## Results and discussion

NiAl is a dense metal without magnetic moments, and the electrons of such a metal can be pictured, at first, as a nearly uniform gas. The local density approximation (LDA) is built on exactly that gas. Corrections that depend on the gradient of the density should then be small, and any common functional should give much the same answer for a given cell. The table tests this with five functionals on one cubic cell, with the atoms held in place. The rows are a selection: runs that failed or met a known fault of the program are left out, as are some with graver warnings.

Ansatz 0.2.0; dispersion none, accuracy default, potentials PAW, wave cutoff 510 eV, density cutoff 2040 eV, k mesh 9x9x9, k shift 0.0, 0.0, 0.0 mesh steps, occupations fermi dirac, smearing width 0.1 eV, spin collinear, scf threshold exponent -10.

```tsv
functional	pressure (GPa)
LDA	-8.480
PBE	2.070
PBEsol	-3.240
RPBE	5.940
BLYP	6.730
```

The naive picture fails. A positive pressure means that the functional wants a larger cell and a negative one that it wants a smaller cell, so the five do not even agree on the direction. From LDA to BLYP the pressure rises by 15.2 GPa. No change of electronic state seems to hide behind this: spin polarisation was allowed, and every run ended as a nonmagnetic metal. Each run does warn that its starting moments were lost on the way, so no magnetic state was available for comparison, though none is expected for NiAl.

### What the pressures mean for the size of the cell

A pressure becomes easier to judge as a change of length. The bulk modulus B is the pressure needed per relative change of volume, so a cell under pressure P must change its volume by about P/B to become free of stress. For a cube, the relative change of the edge is a third of that, P/(3B). With B ≈ 160 GPa, a rough recalled value for NiAl, one per cent of edge corresponds to 4.8 GPa.

For LDA the estimate reads −8.48/(3 × 160) ≈ −0.018. The edge of 2.881 Å would thus shrink by nearly 2%, to about 2.83 Å. A stiffer crystal with B = 190 GPa would shrink by 1.5% instead, so only the rough size should be trusted. The printed analysis after this section gives the same estimate for the other functionals.

On this scale LDA and PBE differ by about 2% in the edge, and PBEsol and PBE by about 1%. That hardly matters for a first sketch of the band structure. It matters a great deal for the misfit between a film and its substrate, where half a per cent can decide the result. For such a purpose the choice of functional can be a main source of error, although part of it may cancel when film and substrate are relaxed with the same functional.

### Why gradients push the atoms apart

LDA takes the exchange and correlation energy at each point from a uniform gas of the local density. Real densities are uneven, and gradient-corrected functionals such as PBE respond to this through the reduced gradient, which measures how fast the density changes relative to its own size. Where the reduced gradient is large, they make the exchange energy more negative than LDA does. Uneven densities are thereby favoured.

Now let the cell expand. The density between the atoms becomes thinner while the atoms themselves stay compact, so the reduced gradient there grows. Gradient-dependent exchange rewards this with a lower energy, which adds an outward push. Since pressure is the fall of energy with growing volume, the push appears as a positive contribution. This argument suggests why LDA tends to bind solids too tightly and why gradient corrections loosen them, and the order of LDA, PBEsol, PBE and RPBE agrees with it.

Correlation works the other way, because its gradient correction makes the correlation energy less negative. In PBE the two corrections are designed to cancel almost completely where gradients are small. If small gradients were all that counted, PBE would therefore give nearly the LDA pressure. The computed step between them is 10.55 GPa, so the larger gradients must count. There the correlation correction levels off, since it can at most remove the correlation energy, while the exchange correction continues to grow towards its own limit.

### How far one number carries

A simple model asks whether a single number can stand for the strength of gradient-dependent exchange. The natural candidate is the coefficient that sets how fast the exchange correction starts to grow; in PBEsol it is 56% of its value in PBE. A straight line in this coefficient, drawn through the pressures of LDA and PBE, puts PBEsol at −2.56 GPa. The computed value, which played no part in drawing the line, is −3.24 GPa.

The miss is about an eighth of the step from LDA to PBEsol, which is good for so crude a rule. It does not prove that exchange alone is at work, because PBEsol also weakens the gradient correction of correlation. The rule is best read as a guide to order and rough size.

RPBE shows where the rule ends. It shares with PBE both the correlation and the initial growth of the exchange correction, so the line predicts no step between them. The calculation gives 3.87 GPa, more than a third of the step from LDA to PBE. What differs is the course of the exchange correction at larger gradients, where that of RPBE rises faster towards the same limit.

This comparison is the clearest evidence in the table that the larger gradients matter. One reservation remains: the outputs suggest that the atomic potentials were made for PBE and then adapted to the other functionals, and the effect of this on the pressure has not been tested. For a further functional of this family, the guess would be that an exchange correction rising more steeply than that of PBE gives a higher pressure.

BLYP does not belong on this line. Its correlation part, LYP, does not reproduce the uniform electron gas, so BLYP departs from LDA even where the density has no gradient at all. Its high pressure fits the general experience that BLYP makes metals too large, but the table cannot divide it between exchange and correlation. Nor should much be made of its rank above RPBE: the two are only 0.79 GPa apart, and the convergence of the pressure with k mesh and cutoff was not checked.

### Choosing a functional

It is tempting to pick PBE because its pressure, 2.07 GPa, lies nearest to zero. That would be a sound argument only if the fixed cell were the true one for atoms at rest. The cell is entry 9008802 of the Crystallography Open Database, which collects mainly measured structures, so its edge is probably a measured one. Such an edge still needs care, because the motion of the atoms expands a real crystal and is absent from these calculations. At a measured edge, a perfect functional without that motion should give a somewhat negative pressure, so being nearest to zero does not by itself put PBE ahead of PBEsol.

General experience with solids is the better guide. LDA usually gives cells that are too small, and PBE often gives cells that are slightly too large. PBEsol was designed to improve the lattice constants of solids, and here it falls halfway between the two. RPBE was made with the binding of molecules to surfaces in mind, and BLYP has its main use in molecules; neither is a natural first choice for the cell of a metal. For NiAl this leaves PBEsol and PBE as the sensible pair.

Computing time gives little reason to prefer one over another. All five functionals need only the density and, beyond LDA, its gradient, and each run reached self-consistency in 12 or 13 steps. Relaxing the cell costs more, since it takes several such runs. The estimate P/(3B) shortens the search, because it turns the first pressure into a good guess for the next edge.

Whether relaxation is worth its price depends on the quantity wanted. The elastic energy stored in the unrelaxed cell is roughly P²V/(2B), with V the volume per atom. This comes to about 1 meV per atom for PBE and between 10 and 20 meV for LDA. The error from the k mesh was not measured for NiAl. In the data makers' tests on other systems, coarse meshes were off by up to 40 meV per atom. If the error here were of that size, it would outweigh the energy gained by relaxing the cell, so for total energies a run with a denser mesh is a sensible first check.

For stresses the choice of cell matters directly, because a change of the edge changes the pressure. The mesh needs a test as well, since its effect on the pressure is not known here. A process engineer may care about a film stress of a few tenths of a GPa, and every pressure in the table is far larger than that. If the cell is taken from one functional and the stress from another, the mismatch between the two enters the result and looks like a real load. Measuring strain from the relaxed cell of the same functional removes it.

The practical rule is therefore to relax NiAl with the functional that will be used afterwards, and to apply strains to that cell. If a conclusion depends on the edge to better than about 1%, it should be worked out with both PBEsol and PBE, and trusted only if it survives the change.

Printed output of the fit:

```
Full spread of pressure, BLYP less LDA, GPa: 15.21
Step from LDA to PBEsol, GPa: 5.24
Step from PBEsol to PBE, GPa: 5.31
Step from LDA to PBE, GPa: 10.55
Step from PBE to RPBE, GPa: 3.87
Step from RPBE to BLYP, GPa: 0.79
PBEsol step as percentage of the LDA to PBE step: 49.67
Exchange coefficient of PBEsol as percentage of that of PBE: 56.12
PBEsol pressure predicted from LDA and PBE, GPa: -2.56
Miss for PBEsol, predicted less computed, GPa: 0.6803
Miss for RPBE if only the small-gradient coefficient counted, GPa: -3.87
Net small-gradient coefficient of PBE: -0.0004212
Net small-gradient coefficient of PBEsol: -0.02788
Rough estimates for a relaxed cell:
     row  edge change linear %  edge change Murnaghan %  edge linear A  strain energy meV/atom
     LDA                -1.767                   -1.966           2.83                   16.77
     PBE                0.4312                   0.4213          2.893                  0.9993
  PBEsol                -0.675                  -0.7014          2.862                   2.448
    RPBE                 1.238                     1.16          2.917                   8.228
    BLYP                 1.402                    1.304          2.921                   10.56
Pressure that matches one percent of edge, GPa: 4.8
LDA edge change if the bulk modulus were 190 GPa, percent: -1.488
Rough gap in edge between LDA and PBE, percent: 2.198
Fewest self-consistency steps: 12
Most self-consistency steps: 13
```
